Question

A germanium crystal is stretched by the same fraction along two perpendicular directions, x and y, while its length along the third axis, c, is held fixed. The atoms are carried along with the cell and may not settle into new positions. Density functional theory gives the energy and the stresses at each strain. The crystal is a slightly distorted hexagonal close packing with twelve near neighbours per atom, not the four-coordinated diamond structure of ordinary germanium.

Germanium in a Cmcm cell (a = 2.976, b = 5.189, c = 4.728 Å; 18.25 Å³ per atom), not relaxed at this level, is strained equally along x and y at fixed fractional coordinates. Ansatz 0.2.0 was run with r2SCAN, scalar-relativistic PAW, a 500 eV plane-wave cutoff, an 18×18×10 k mesh and 0.15 eV Gaussian smearing. Energies are free energies; the stress along the pattern is the sum of xx and yy.

```
strain  energy change (meV/atom)  tensile stress along pattern (GPa)  pressure (GPa)
 -0.02                      15.2                              -10.01            5.23
-0.015                      10.1                               -8.34            4.34
 -0.01                       5.8                               -6.71            3.49
-0.005                       2.5                               -5.14            2.68
     0                       0.0                               -3.61            1.90
 0.005                      -1.6                               -2.11            1.16
  0.01                      -2.4                               -0.60            0.46
 0.015                      -2.3                                0.92           -0.20
0.0175                      -1.9                                1.67           -0.52
  0.02                         ?                                   ?               ?
```

(a) Why does the energy fall when the crystal is first stretched?
(b) Does the resistance to stretching keep weakening as the strain grows?
(c) Predict the energy change, the tensile stress, the pressure and the stress along c at strain 0.02, each with a range.

Model answer

(a) The starting cell is squeezed. At strain 0 its pressure is 1.90 GPa and the stress along the pattern is −3.61 GPa, which is compressive, so the first stretch releases stored energy, and the fall is no sign of instability. A coil spring held slightly too short behaves in the same way: let it lengthen and its energy drops until the force on it vanishes. Had the scan begun from a fully relaxed cell of a stable crystal, the stress would have been zero at strain 0 and the energy would have risen on both sides.

The spring has only one direction, however, and the crystal has three. The energy is lowest near strain 0.012, where the in-plane stress vanishes, but the c axis is still compressed there. That point is the best cell along this one path, not the relaxed crystal.

(b) The energy and stress columns can be checked against each other. Let e be the strain, E the energy change per atom, V₀ the starting volume per atom and S the tensile stress along the pattern. Since S is the sum of the x and y stresses, the work done in a small stretch gives

dE/de = V₀ (1 + e) S

The factor 1 + e accounts for the growing cross-sections. At strain 0 the right side is −411 meV per atom and unit strain, while the neighbouring energies give −410. The two columns agree, and the average stress in one direction is half of S.

The resistance is the slope of S against e. It falls from 334 GPa per unit strain at the compressed end to about 300 at strain 0, and then stays between 300 and 304 up to the last known row. The first part is ordinary anharmonicity: repulsion between atoms grows steeply as they approach, so a squeezed crystal is stiffer than a stretched one. That argument alone would let the softening continue, and the numbers do not explain why it pauses.

The c axis behaves differently. A crystal stretched sideways tends to become thinner, and if its thickness is held fixed, the stress along c moves towards tension. Pressure P is minus the average of the three normal stresses, so the stress along c, called C here, follows from the table:

C = −3P − S

It is compressive in every known row, but less so at each step. Its slope keeps falling over the whole known scan, from 200 to 84 GPa per unit strain. The answer to (b) thus depends on the direction: the in-plane resistance has stopped weakening, while the response along c has not.

(c) For the in-plane stress, the constant slope suggests Hooke's law, a straight line. It is fitted to the known rows from strain 0 upward; the compressed rows are left out because they show the anharmonic stiffening. One more step along it gives

S = −3.615 + 302 × 0.02 = 2.425 GPa

The range is 2.38 to 2.47 GPa. It is a judgement, not a statistical interval, and allows for rounding and a modest change of slope in the last step.

The alternative is a parabola through all known rows, which assumes that the softening continues steadily. It predicts 2.37 GPa, just below the range. It already misses several known rows by more than their rounding, so the line is preferred.

The energy follows from the same line, with no further constant to adjust. Over the whole stretch S averages (−3.615 + 2.425)/2 = −0.595 GPa. Since 1 eV/Å³ is 160.2 GPa, a volume of 18.25 Å³ turns each GPa into 18.25 × 1000/160.2 = 113.9 meV per unit strain. Leaving out the small factor 1 + e, we find

E ≈ 113.9 × (−0.595) × 0.02 = −1.36 meV per atom

With that factor included, the value is −1.35, and the range is −1.45 to −1.25 meV per atom. The energy should climb further from its minimum but stay below its starting value.

The pressure does bend smoothly through all known rows, so here a parabola is the right choice. It gives −0.83 GPa, with a range of −0.85 to −0.81. Pressure should become more negative, in slightly smaller steps per unit strain.

Together, the two stress forecasts put C at about 0.06 GPa, with a range of −0.02 to 0.14. The stress along c should come close to zero, more likely in slight tension than in compression.

The withheld rows as computed:

```
strain  energy change (meV/atom)  tensile stress along pattern (GPa)  pressure (GPa)
  0.02                      -1.4                                2.41           -0.83
```

Remarks on the reasoning

All four results lie within their ranges. The pressure forecast is within 0.01 GPa. The energy seems to miss by 0.05 meV per atom, but that is rounding: the unrounded result is −1.349, which the table shows as −1.4, apparently after rounding in two steps. The forecast was −1.346.

The in-plane stress is the more instructive case. The line overshoots by 0.015 GPa, while the parabola falls short by 0.04. Hooke's law was the better guide for this step, yet the levelling is only a pause. With the unrounded stresses the slope is 303 GPa between strains 0.01 and 0.015, then 301 and 298 in the last two steps. The softening has gently set in again, too weakly for the rounded known rows to show it.

The computed stress along c is

C = −3 × (−0.83) − 2.41 = 0.08 GPa

This is slight tension, as forecast, and it remains tension when the rounding of both stresses is allowed for. The held axis has passed from being pushed to being pulled, although its length never changed. The cause is the sideways stretch, and the same should be looked for whenever a solid is stretched in a plane with its thickness clamped.

A good answer also notices why one curve suits the pressure and another the in-plane stress. Pressure mixes all three directions. Where the in-plane slope levels off, the slope along c falls faster, and the two departures nearly cancel in the average. A smooth pressure curve is therefore no proof that each direction responds smoothly. An energy term that depends on the cell's shape but not on its volume would act in this way, because its three normal stresses add up to zero. In a metal such as this one, a change in the filling of states near the Fermi level is a plausible source. The energies give a hint of it: the difference between the free energy and its estimate without smearing, which reflects those states, changes more than twice as much from strain 0 to 0.02 as from −0.02 to 0. No band structure is at hand to confirm this, and no run with another k mesh or smearing tests whether the settings play a part.

For practical use, the slope of 302 GPa must be halved to give the average stress in one direction. Stretching both directions by one per cent then adds 302/2 × 0.01 ≈ 1.5 GPa to each, on average. This holds for the present packing with c clamped and the atoms carried along. Letting the atoms settle should change little, since the forces on them stay below 0.004 eV/Å throughout the scan. A free c axis, however, would relieve its own stress, so a stiffness measured that way would be a different quantity. Nor do these values describe a wafer of ordinary germanium, whose bonding network is different. Whether the close packing would be stable at such low pressure is not tested here.

The same reasoning serves for a neighbouring scan, such as a stretch along c alone. First find out whether the starting cell is under stress, because the sign of that stress tells on which side the energy minimum lies. Then follow each direction separately, and extend a straight line only where the latest slopes are constant. The output printed below gives the fits, the step slopes and the misses.

Numerical output:

```
fit of S on 5 rows (strain > -0.001): constant -3.615 +/- 0.0046, coefficient of strain 302 +/- 0.4; rms 0.00447, worst 0.005 0.005, leave-one-out rms 0.00827
  rows outside the fit (model, value, miss): -0.02 -9.655, -10.01, 0.355; -0.015 -8.145, -8.34, 0.195; -0.01 -6.635, -6.71, 0.075; -0.005 -5.125, -5.14, 0.015; 0.02 2.425, 2.41, 0.015
fit of S on 9 rows: constant -3.606 +/- 0.016, coefficient of strain 308.8 +/- 0.82, coefficient of strain**2 -497.9 +/- 78; rms 0.0248, worst 0.005 0.0351, leave-one-out rms 0.0445
  rows outside the fit (model, value, miss): 0.02 2.37, 2.41, -0.0397
fit of pressure on 9 rows: constant 1.901 +/- 0.001, coefficient of strain -151.4 +/- 0.054, coefficient of strain**2 751.3 +/- 5.1; rms 0.00164, worst -0.005 -0.00347, leave-one-out rms 0.00224
  rows outside the fit (model, value, miss): 0.02 -0.8278, -0.83, 0.00224
Step slopes and derived c-axis stress:
     row  in-plane slope from row above (GPa)  c-axis stress (GPa)  c-axis slope from row above (GPa)  energy from stress line (meV/atom)
   -0.02                                  n/a                -5.68                                n/a                               14.94
  -0.015                                  334                -4.68                                200                               9.962
   -0.01                                  326                -3.76                                184                               5.806
  -0.005                                  314                 -2.9                                172                               2.482
     0.0                                  306                -2.09                                162                                   0
   0.005                                  300                -1.37                                144                              -1.633
    0.01                                  302                -0.78                                118                              -2.407
   0.015                                  304                -0.32                                 92                              -2.314
  0.0175                                  300                -0.11                                 84                               -1.94
    0.02                                  296                 0.08                                 76                              -1.346
Energy slope at strain 0 from neighbouring energies (meV/atom per unit strain): -410
Energy slope at strain 0 from volume times stress column (meV/atom per unit strain): -411.2
Strain at which the in-plane stress line vanishes: 0.01197
Forecast half-width, in-plane stress sum (GPa): 0.045
Forecast half-width, pressure (GPa): 0.02
Forecast half-width, energy change (meV/atom): 0.1
Forecast half-width, c-axis stress (GPa): 0.08
Forecast energy change at strain 0.02 (meV/atom): -1.346
Miss of energy forecast, prediction less computed (meV/atom): 0.05388
Forecast c-axis stress at strain 0.02 (GPa): 0.05828
Miss of c-axis forecast, prediction less computed (GPa): -0.02172
```
